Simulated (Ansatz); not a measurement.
## Pt: the change of pressure with volume scale

Free energy against uniform scaling of the volume at fixed shape and fractions; periodic cell, basis, potentials, k mesh and filling as listed. The results are calculated, by Ansatz 0.2.0.

The cell before it is scaled or strained (space group Fm-3m, No. 225):
```
Pt
1.0
      0.0000     1.9609     1.9609
      1.9609     0.0000     1.9609
      1.9609     1.9609     0.0000
Pt
1
Direct
  0.00000 0.00000 0.00000
```

Settings of every row: functional PBE; dispersion none; potentials PAW; wave cutoff 470 eV; density cutoff 1880 eV; k mesh 12x12x12; k shift 0x0x0; occupations fermi dirac; smearing width 0.1 eV; spin none.

Limits: coarse k mesh, up to 40 meV an atom off; no spin-orbit coupling, which can matter with elements this heavy.

| row | volume scale | V (Å³/atom) | pressure (GPa) | energy above lowest point (meV/atom) |
| --- | --- | --- | --- | --- |
| 1 | 0.88 | 13.27 | 63.92 | 402 |
| 2 | 0.92 | 13.873 | 41.61 | 205.1 |
| 3 | 0.96 | 14.477 | 24.15 | 82.6 |
| 4 | 1 | 15.08 | 10.48 | 18.5 |
| 5 | 1.04 | 15.683 | ? | ? |
| 6 | 1.08 | 16.286 | -8.55 | 17.1 |
| 7 | 1.12 | 16.889 | -14.99 | 62 |

Question: what pressure should row 5 give?

Worked fit of pressure. Take u = (V_r/V)^(2/3) − 1 with V_r = 14.779 Å³ an atom, which is twice the finite (Eulerian) strain; such expansions in the strain, on which the Birch-Murnaghan equation of state is built, carry the rest volume and the bulk modulus. The shown rows have u = 0.07444, 0.04308, 0.01386, -0.01335, -0.06268, -0.08513. Least squares give pressure = 16.876 + 501.1 × u + 1631.7 × u² + 1685 × u³ GPa; a parabola predicts inner rows, each left out in turn, worse (root mean square 0.25 against 0.028 GPa). The rows lie off it by 0.01, -0.02, 0.01, 0.01, -0.01, 0.01. The pressure vanishes at u = -0.0383, or V = 15.67 Å³ an atom, and there the bulk modulus at fixed shape and fractions is B = −V dP/dV = (2/3)(1 + u) dP/du = 246 GPa. The withheld row has u = -0.03881, so the fit gives 16.876 + 501.1 × (-0.03881) + 1631.7 × (-0.03881)² + 1685 × (-0.03881)³ = -0.21 GPa.

The calculation gave -0.21 GPa. The fit meets it to the printed digit.

The other values of row 5: energy above lowest point 0 meV/atom.
